Appendix A. Spin Hall magnetoresistance, interface transparency and spin Nernst thermopower

A.1 Premises and conventions

A normal metal N (Pt) fills 0 < z < d, a magnetic insulator (YIG) with unit magnetisation vector m fills z < 0, and vacuum lies above. The film is much wider than the spin diffusion length λ, so all quantities depend on z only. With e > 0, E = ∇μ_c/e is the gradient of the electrochemical potential, and the vector u = μ_s/e (in volts) has components u_k = (μ↑ − μ↓)/e for spin angular momentum along ±k. Spin currents are in A/m²: j_s = e(Φ↑ − Φ↓) with Φ the particle fluxes, which is 2e/ħ times the flux of angular momentum.

P1. Transport in N is diffusive, linear and isotropic, with uniform conductivity σ = 1/ρ, spin Hall angle θ (θ² ≪ 1) and length λ.
P2. The spin accumulation relaxes as ∇·j_s^k = −(σ/2λ²) u_k, which defines λ, and does not precess.
P3. No charge leaves N through either face, and no spin through z = d.
P4. The magnet absorbs only spin transverse to m, linearly in u(0).
P5. Both spin species share one temperature (used in A.6 only).

A.2 Bulk equations

Take spins s = ±1 along an axis ê. Each channel has conductivity σ/2, driving field E^s = E + s∇u/2 and Hall angle sθ:

j^s = (σ/2)(E^s + sθ ê × E^s).

The sum is the charge current, and j_s = −(j^+ − j^−) because electrons carry −e. Linearity and isotropy extend this to three axes:

j_c = σ[E + (θ/2) Σ_k ê_k × ∇u_k],  j_s^k = −σ[∇u_k/2 + θ ê_k × E].  (A1)

The relative sign of the direct and inverse terms is thus fixed by the model. The sign of θ is defined by (A1); it drops out of the resistivity and only orients the torque. For ∇ = ẑ∂_z the inverse term has no z component, so P3 gives E_z = 0, and the in-plane E, being curl-free, is independent of z. Let j_s now denote the flow along +z, a vector in spin space. Evaluating the cross products for k = x, y, z gives

j_s = −(σ/2)∂_z u + θσ s,  s ≡ ẑ × E,  (A2)
j_c = σE − (θσ/2) ẑ × ∂_z u.  (A3)

The source θσs is uniform, so P2 yields ∂_z²u = u/λ².

A.3 Boundary condition and solution

A linear map of u(0) that is covariant under rotations about m and annihilates the component along m (P4) has two terms:

j_0 ≡ j_s(0) = G_r m × (m × u) + G_i m × u.  (A4)

Since m × (m × u) = −u⊥, a positive G_r drains spin into the magnet. G = G_r + iG_i is the spin-mixing conductance per area in Ω⁻¹m⁻², equal to e²/h times the number of mixing channels per area; (A4) defines the sign of G_i. In the plane normal to m the map v → v × m squares to −1. Identify it with i; then (A4) reads j_0 = −G u⊥(0).

Write u = u⁽⁰⁾ + u⁽¹⁾, with t ≡ tanh(d/2λ) and c ≡ coth(d/λ). The part

u⁽⁰⁾ = 2θλ s sinh[(2z − d)/2λ]/cosh(d/2λ)

solves the diffusion equation and has slope 2θs at both faces, so (A2) vanishes there; u⁽⁰⁾(0) = −2θλt s and u⁽⁰⁾(d) = +2θλt s. The remainder must have zero slope at z = d, hence u⁽¹⁾ = b cosh[(d − z)/λ]/cosh(d/λ). Its current at z = 0 is j_0 = (σ/2λ) b tanh(d/λ), so b = (2λ/σ) c j_0. Inserting u(0) into (A4), where j_0 and b are normal to m,

j_0 = 2θλt G s⊥ − (2λGc/σ) j_0.

Solving,

j_0 = θσ [T_r s⊥ + T_i s × m],  T = T_r + iT_i = 2λG tanh(d/2λ)/[σ + 2λG coth(d/λ)].  (A5)

T is the interface transparency, the fraction of the bulk spin Hall current θσE that crosses z = 0 when m is normal to s. With g = 2λG/σ = g_r + ig_i and D = (1 + g_r c)² + g_i²c²,

T_r = t[g_r(1 + g_r c) + g_i²c]/D,  T_i = t g_i/D.

For d ≫ λ, T → g/(1 + g). For a perfect sink (g → ∞), T = t tanh(d/λ) = 1 − sech(d/λ), the upper bound for real G, since gt/(1 + gc) rises with g.

A.4 Resistivity

Averaging (A3) over the thickness gives ⟨j⟩ = σE − (θσ/2d) ẑ × [u(d) − u(0)]. The first part contributes 4θλt s. The second contributes b[sech(d/λ) − 1] = −(2λ/σ) t j_0, by (cosh x − 1)/sinh x = tanh(x/2). With ẑ × s = −E,

⟨j⟩ = σE[1 + θ²(2λ/d)t] + (θλt/d) ẑ × j_0.  (A6)

For E = E x̂, s = Eŷ, s⊥ = E(ŷ − m_y m) and s × m = E(m_z x̂ − m_x ẑ), so j_0,y = θσE T_r(1 − m_y²) and j_0,x = θσE(−T_r m_x m_y + T_i m_z). Since ẑ × j_0 = j_0,x ŷ − j_0,y x̂, the film conductivity is σ(1 + θ²K) with

K_xx = (2λ/d)t − F(1 − m_y²),  K_yx = −F m_x m_y + F_i m_z,  F + iF_i ≡ (λ/d) t T.  (A7)

The same steps for E along y give K_xy = −F m_x m_y − F_i m_z, so K_xy(m) = K_yx(−m), as Onsager reciprocity requires. The inverse matrix is ρ(1 − θ²K) + O(θ⁴). For current along x, with ρ_xx = E_x/j_x and ρ_yx = E_y/j_x,

ρ_xx = ρ + Δρ_0 + Δρ_1(1 − m_y²),  ρ_yx = Δρ_1 m_x m_y + Δρ_2 m_z,  (A8)
Δρ_0/ρ = −θ²(2λ/d) tanh(d/2λ),
Δρ_1/ρ = θ²(λ/d) Re{2λG tanh²(d/2λ)/[σ + 2λG coth(d/λ)]},  (A9)
Δρ_2/ρ = −θ²(λ/d) Im{2λG tanh²(d/2λ)/[σ + 2λG coth(d/λ)]}.

This is the form obtained by Chen et al. (2013). The baseline ρ_0 = ρ + Δρ_0 is the resistivity for m along ±y, where the interface reflects the spin. It lies below ρ because the blocked spin Hall current returns charge current through the inverse effect; absorption cancels part of that gain. The special axis is y, normal to the current, whereas the common anisotropic magnetoresistance of a polycrystalline metallic ferromagnet follows m_x². Rotating m in the xz plane leaves ρ_xx of (A8) unchanged.

For real G and m_x m_y = 0, K is diagonal and can be inverted exactly. With a = θ²(2λ/d)t and β = θ²F, the observed ratio is [ρ_xx(m ⊥ y) − ρ_xx(m ∥ y)]/ρ_xx(m ∥ y) = β/(1 + a − β), so (A9) holds up to the relative correction a − β.

Thickness dependence for real g, x = d/λ: F = g tanh²(x/2)/[x(1 + g coth x)]. For x ≫ 1, F → g/[(1 + g)x]: the unaffected bulk shunts the signal. For x ≪ min(1, g), F → x²/4, independent of G, since the accumulations of the two faces cancel. The maximum obeys d ln F/dx = 0:

2/sinh x − 1/x + g/[sinh²x (1 + g coth x)] = 0.  (A10)

The last term grows monotonically with g, and the root moves only from x = 2.18 (g → 0) to x = 2.34 (g → ∞). At constant σ, θ and λ the peak position therefore fixes λ almost independently of G, while the height fixes essentially the combination θ²g/(1 + g).

A.5 Torque efficiency

The current j_0 flows along +z, so the magnet gains angular momentum −(ħ/2e) j_0 per area and time. A film of thickness t_F and magnetisation M_s that responds uniformly holds angular momentum −(M_s t_F/γ) m per area, with γ > 0. Therefore ∂m/∂t = (γħ/2eM_s t_F) j_0. Define the efficiencies per current density j = σE in N by

∂m/∂t = (γħ j/2eM_s t_F)[ξ_DL m × (ŷ × m) + ξ_FL ŷ × m].

Because m × (ŷ × m) = ŷ − m_y m, comparison with (A5) gives

ξ_DL = θ Re{2λG tanh(d/2λ)/[σ + 2λG coth(d/λ)]} = θT_r,  ξ_FL = θT_i.  (A11)

The equivalent fields have scale B = ħξj/(2eM_s t_F). Eliminating T_r between (A9) and (A11),

Δρ_1/ρ = θ ξ_DL (λ/d) tanh(d/2λ).  (A12)

The torque involves one spin Hall conversion, the magnetoresistance two. Relation (A12) contains no G: with λ from the peak position, the two observables give θ, and G_r then follows from (A11).

A.6 Spin Nernst thermopower

Let the substrate impose an in-plane ∇T (T under ∇ and in k_BT is the temperature). The charge current gains −σS∇T, with S the absolute Seebeck coefficient of N. Define the spin Nernst angle θ_SN at E = 0, as the ratio of the thermally driven spin current to the thermally driven charge current, and write θ_SH for θ. The source in (A2) becomes σ ẑ × (θ_SH E − θ_SN S∇T), while by P5 the back-conversion in (A3) still carries θ_SH alone. The solution is linear in the source, so

⟨j⟩ = σ(E − S∇T) + σθ_SH K(θ_SH E − θ_SN S∇T).  (A13)

Short circuit (E = 0): ⟨j⟩ = −α∇T with α = σS(1 + θ_SHθ_SN K). The thermoelectric conductivity follows the electrical one with θ² replaced by θ_SHθ_SN, and the coefficient of (1 − m_y²) in α_xx is Δα_1/σS = −θ_SHθ_SN F.

Open circuit (⟨j⟩ = 0): to zeroth order E = S∇T, and this field drives its own spin Hall current. Inserting it in the small term gives E = S[1 − θ_SH(θ_SH − θ_SN)K]∇T, which has the structure of ρ(1 − θ²K):

S_xx = S + ΔS_0 + ΔS_1(1 − m_y²),  S_yx = ΔS_1 m_x m_y + ΔS_2 m_z,
ΔS_1/S = θ_SH(θ_SH − θ_SN) F = θ_SH θ̃_SN F,  θ̃_SN ≡ θ_SH − θ_SN,  (A14)

with ΔS_0 and ΔS_2 from Δρ_0 and Δρ_2 by the same replacement. The thermopower thus follows (A9) with θ² → θ_SHθ̃_SN, where θ̃_SN measures the spin current θ̃_SN σS ẑ × ∇T that flows at zero charge current. A quoted spin Nernst angle has meaning only with its definition. Dividing (A14) by (A9) removes λ, G and d: (ΔS_1/S)/(Δρ_1/ρ) = θ̃_SN/θ_SH.

For elastic scattering and k_BT small against the energy scale of the bands, the Mott relation ties each thermoelectric coefficient to its energy-resolved conductivity L(ε) as −(π²k_B²T/3e) L′ at the Fermi level. Applied to L = σ and L = θσ it gives θ_SN = (θσ)′/σ′, or θ̃_SN = −θ′/(ln σ)′. An energy-independent spin Hall angle gives no modulation in (A14).

A.7 Range of validity

(i) Order in θ. Corrections are of relative size a − β, below θ² since (2λ/d)t ≤ 1.

(ii) Diffusion. P1 needs a mean free path short against λ and d. In films a few nanometres thick with strong spin-orbit scattering these lengths are comparable, so θ, λ and G act as effective parameters. If σ varies with d, (A9) may be used film by film, but λ(d) and θ(d) need a further assumption: fixed values, or λ ∝ σ (Elliott-Yafet relaxation) with θ ∝ ρ (intrinsic mechanism). The peak rule (A10) then fails.

(iii) Interface loss. If spin-orbit scattering at the interface destroys spin of any direction with conductance G_L, a term −G_L u joins (A4). The components along and normal to m decouple and see T(G_L) and T(G + G_L). For real conductances, with g_L = 2λG_L/σ, the factor T_r in F becomes the difference g t/{[1 + (g + g_L)c](1 + g_L c)}. Only the share G/(G + G_L) of the transverse current reaches m, so the factor in (A11) becomes g t/[1 + (g + g_L)c]. The right side of (A12) acquires 1/(1 + g_L c). Thermal magnons absorb spin along m at finite temperature, which also lowers Δρ_1. Induced moments in N and interfacial spin-orbit sources are outside the model.

(iv) Field. Precession of u (Hanle effect) changes ρ_xx by a fraction of order (ω_Lτ_s)² of Δρ_0, with ω_L the Larmor frequency and τ_s the spin lifetime. The ordinary Hall effect adds to Δρ_2, and the Oersted field μ_0jd/2 has the symmetry of ξ_FL.

(v) Thermalisation. If scattering is elastic over the length λ, P5 fails: each energy shell obeys (A7) separately, and the Mott relation applies to σ(1 + θ²K) as a whole. To order θ², ΔS_1/S = −(θ²F)′/(ln σ)′ = 2θ_SHθ̃_SN F − θ_SH² F′/(ln σ)′. The doubling arises from a temperature difference between the spin species that converts back to charge current. The omitted term equals the retained one even for F′ = 0. For Pt the Debye temperature is 240 K (compiled value, Wikipedia), a phonon energy scale of 21 meV against k_BT = 26 meV at 300 K, so a phonon collision shifts an electron by a sizeable part of the thermal window. Neither limit is assured, the Mott relation is only approximate, and θ̃_SN drawn from (A14) is uncertain by a factor of order two. A parasitic vertical gradient gives a spin Seebeck voltage along x proportional to m_y, odd in m and removed by averaging over m and −m. S must be the absolute coefficient of N, not its difference from the leads.

A.8 Illustration: YIG/Pt thickness series

Typical room-temperature inputs, held independent of d: σ = 3.0 × 10⁶ Ω⁻¹m⁻¹ (ρ = 33 μΩ cm), λ = 1.5 nm, |θ| = 0.11, G_r = 4 × 10¹⁴ Ω⁻¹m⁻² (1.0 × 10¹⁹ channels per m²). Then g = 0.40 and θ² = 0.0121. With G_i = 0 the model gives

d (nm) | d/λ | T | ξ_DL | F | Δρ_1/ρ (10⁻⁴)
1.5 | 1 | 0.121 | 0.0133 | 0.0560 | 6.8
3.0 | 2 | 0.215 | 0.0237 | 0.0820 | 9.9
4.5 | 3 | 0.258 | 0.0284 | 0.0779 | 9.4
6.0 | 4 | 0.275 | 0.0303 | 0.0664 | 8.0
12 | 8 | 0.286 | 0.0314 | 0.0357 | 4.3

Equation (A10) puts the maximum at x = 2.23, d = 3.3 nm, with Δρ_1/ρ = 1.0 × 10⁻³. The torque efficiency has no maximum and saturates at the fraction g/(1 + g) = 0.29 of θ.

The remaining figures are for d = 3 nm. Here Δρ_0/ρ = −9.2 × 10⁻³ and a − β = 8.2 × 10⁻³, so two figures of Δρ_1/ρ are supported. For an assumed t_F = 10 nm, a typical M_s = 140 kA/m and an assumed j = 10⁷ A/cm², B_DL = 0.56 mT. An assumed G_i = 2 × 10¹³ Ω⁻¹m⁻² (g_i = 0.02) moves T_r only from 0.2153 to 0.2154 and gives T_i = 0.0076, Δρ_2/ρ = −3.5 × 10⁻⁵, ξ_FL = 8.4 × 10⁻⁴ and B_FL = 0.020 mT. Both signals of G_i have rivals. The Oersted field is 0.19 mT. With a typical |R_H| = 2.4 × 10⁻¹¹ m³/C, the ordinary Hall ratio σ|R_H|B is 1.3 × 10⁻⁵ at the field μ_0M_s = 0.18 T that saturates the film along z. The Hanle fraction at 1 T is 3 × 10⁻⁴ for an assumed, generous τ_s = 0.1 ps, or 3 × 10⁻⁶ in Δρ/ρ. An assumed loss G_L = G_r/2 lowers Δρ_1 by 28 % and ξ_DL by 13 %.

For the thermopower take an assumed θ_SN = −θ_SH, purely to display the definitions. Then θ̃_SN = 2θ_SH, Δα_1/σS = 9.9 × 10⁻⁴ and ΔS_1/S = 2.0 × 10⁻³, or 4.0 × 10⁻³ in the elastic limit with F′ = 0. With a typical |S| = 5 μV/K and an assumed 10 K along the strip, the 50 μV thermovoltage is modulated by 0.1 μV or 0.2 μV respectively.

The thin end of the series is the least secure. If the resistivity at 1.5 nm is assumed doubled, Δρ_1/ρ rises from 6.8 × 10⁻⁴ to 1.0 × 10⁻³ at fixed θ and λ (g = 0.80), and to 4.0 × 10⁻³ if λ halves and θ doubles (g unchanged, x = 2). All these numbers are the model's. The inputs were chosen to reproduce the typical behaviour of good YIG/Pt bilayers, a peak of about 10⁻³ near 3 nm, so the peak is no test of the theory; a larger G with a smaller θ gives nearly the same curve and a different ξ_DL, and (A12) separates the two.